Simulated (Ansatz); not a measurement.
**Sc on a Bi site in LuBi2ClO4**

Computed with the plane-wave PAW code Ansatz (scalar-relativistic, PAW set soft_2): PBEsol, collinear spin where a state has unpaired electrons to hold, 420 eV cutoff, k-mesh 2×2×2 shifted by half a step.

The relaxed host crystal (Kohn–Sham gap 1.14 eV over the whole zone):

```cif
data_structure
_symmetry_space_group_name_H-M 'P 1'
_symmetry_Int_Tables_number 1
_cell_length_a 3.8174
_cell_length_b 3.8174
_cell_length_c 8.8106
_cell_angle_alpha 90.000
_cell_angle_beta 90.000
_cell_angle_gamma 90.000
_cell_volume 128.40
loop_
_atom_site_label
_atom_site_type_symbol
_atom_site_fract_x
_atom_site_fract_y
_atom_site_fract_z
_atom_site_occupancy
Lu1 Lu 0.00000 0.00000 0.00000 1
Bi1 Bi 0.50000 0.50000 0.71973 1
Bi2 Bi 0.50000 0.50000 0.28027 1
Cl1 Cl 0.00000 0.00000 0.50000 1
O1 O 0.50000 0.00000 0.84828 1
O2 O 0.00000 0.50000 0.84828 1
O3 O 0.50000 0.00000 0.15172 1
O4 O 0.00000 0.50000 0.15172 1
```

Supercell of 32 atoms, rows of the matrix [[0,-2,0],[-2,0,0],[0,0,-1]] times the cell vectors; Sc on a Bi site at (0.500, 0.500, 0.720) in fractions of the cell above. Atoms are relaxed at the host's cell, from a start shaken by 0.03 Å near the defect; charged cells sit in a uniform background. The cell loses 1 of its 8 Bi, so this is a heavily doped crystal.

Task: How does the lattice relax around the defect, and where do the electrons go?

Result: Distances from the Sc atom (Å), by shell of the perfect crystal:

```
shell  perfect crystal  charge 0  charge -1
  4 O             2.22      2.05       2.04
 4 Cl             3.32      3.32       3.27
 4 Lu             3.66      3.44       3.44
```

| charge | moment of the cell (μB) | moment on Sc (μB) | gap of the cell on the mesh (eV) | carriers |
| --- | --- | --- | --- | --- |
| 0 | 0.00 | 0.00 | 2.80 | none in the bands |
| -1 | 1.00 | 0.03 | 0.17 | in a band of the host or near its edge |

On this mesh the host's own supercell has a gap of 2.74 eV.

At charge -1 a carrier lies in a band of the host or at its edge (levels aligned by the semicore states), so it isn't shown to be bound to the defect (semilocal functionals spread carriers too far and can miss a bound one), and no level is taken from that state.

Task: Where are the charge-transition levels, and which charge is stable?

Result: No transition between neighbouring charges can be given. Lowest charge for a Fermi level at the valence band top: 0, at mid gap: 0, at the conduction band bottom: 0 (among the charges 0, -1).

Formation energy of the neutral defect: -4.49 eV, taking atoms from and to the elements' standard states (no corrections for gases), so it belongs to those chemical potentials alone.

A negative value doesn't mean that the atoms enter by themselves: with the elements as reservoirs, compounds of them would form first.

Caveats: semilocal functionals make gaps too small, which shifts levels too; small supercell, so energies and levels can be off by tenths of an eV; one random start near the defect, so other minima are possible.

Scandium replaces bismuth as an isovalent trivalent ion, so the neutral cell needs no compensating carrier and has no moment. Sc³⁺ is smaller than Bi³⁺ and lacks its 6s² lone pair, which explains the contraction of the Sc–O distances from 2.22 to 2.05 Å. The Lu shell also draws closer while the Cl distance stays at 3.32 Å, far too long for a normal Sc–Cl bond. This suggests that Sc sinks towards the oxide layer and is held mainly by oxygen.

The added electron leaves only 0.03 μB on Sc and barely changes the Sc–O distances, which argues against reduction to Sc²⁺ in this state. It probably enters conduction states of largely Bi 6p character, with the Sc 3d shell remaining essentially empty. The gap of 2.80 eV in the doped cell is no sign of widening from the host's 1.14 eV, because the supercell mesh evidently misses the host's band extrema. Whether Sc can trap a hole remains open, as no positive charge state was computed.
